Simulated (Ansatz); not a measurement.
# Mg₃BiSb: energy above lowest point against volume scale

Free energy against uniform scaling of the volume at fixed shape and fractions; periodic cell, basis, potentials, k mesh and filling as listed. The results are calculated, by Ansatz 0.2.0.

The cell before it is scaled or strained (space group P3m1, No. 156):
```
Mg3BiSb
1.0
      4.6643     0.0000     0.0000
     -2.3322     4.0394     0.0000
      0.0000     0.0000     7.3603
Mg Sb Bi
3 1 1
Direct
  0.00000 0.00000 0.00449
  0.33333 0.66667 0.36494
  0.66667 0.33333 0.62586
  0.66667 0.33333 0.22507
  0.33333 0.66667 0.77965
```

Settings of every row: functional PBEsol; dispersion none; potentials PAW; wave cutoff 500 eV; density cutoff 2000 eV; k mesh 6x6x3; k shift 0x0x0; occupations methfessel paxton; smearing width 0.15 eV; spin none.

Limits: coarse k mesh, up to 40 meV an atom off; no spin-orbit coupling, which can matter with elements this heavy; the cell comes from a prototype or a list of computed structures and needn't be the stable phase.

| row | volume scale | V (Å³/atom) | energy above lowest point (meV/atom) |
| --- | --- | --- | --- |
| 1 | 0.9 | 24.962 | 16.3 |
| 2 | 0.925 | 25.655 | 5.1 |
| 3 | 0.95 | 26.348 | 0 |
| 4 | 0.975 | 27.042 | 0.2 |
| 5 | 1 | 27.735 | ? |
| 6 | 1.025 | 28.428 | 13.8 |
| 7 | 1.05 | 29.122 | 26.2 |
| 8 | 1.075 | 29.815 | 41.7 |
| 9 | 1.1 | 30.509 | 59.7 |

Question: what energy above lowest point should row 5 give?

Worked fit of energy above lowest point. Take u = (V_r/V)^(2/3) − 1 with V_r = 27.735 Å³ an atom, which is twice the finite (Eulerian) strain; such expansions in the strain, on which the Birch-Murnaghan equation of state is built, carry the rest volume and the bulk modulus. The shown rows have u = 0.07275, 0.05335, 0.03479, 0.01701, -0.01632, -0.03201, -0.04707, -0.06157. Least squares give energy above lowest point = 5 − 415.4 × u + 7762 × u² + 1149 × u³ meV/atom; a parabola predicts inner rows, each left out in turn, worse (root mean square 0.091 against 0.053 meV/atom). The rows lie off it by 0.0, 0.0, 0.0, 0.0, 0.0, 0.0, 0.1, 0.0. Its lowest point lies at u = 0.0266, or V = 26.66 Å³ an atom, and the curvature there gives the bulk modulus at fixed shape and fractions, B = (4/9)(1 + u)² E″(u)/V = 44.2 GPa. Letting shape and atoms relax would as a rule lower it, by much in layered, chain or molecular crystals. The withheld row has u = 0, so the fit gives 5 − 415.4 × (0) + 7762 × (0)² + 1149 × (0)³ = 5.0 meV/atom.

The calculation gave 5 meV/atom. The fit meets it to the printed digit.
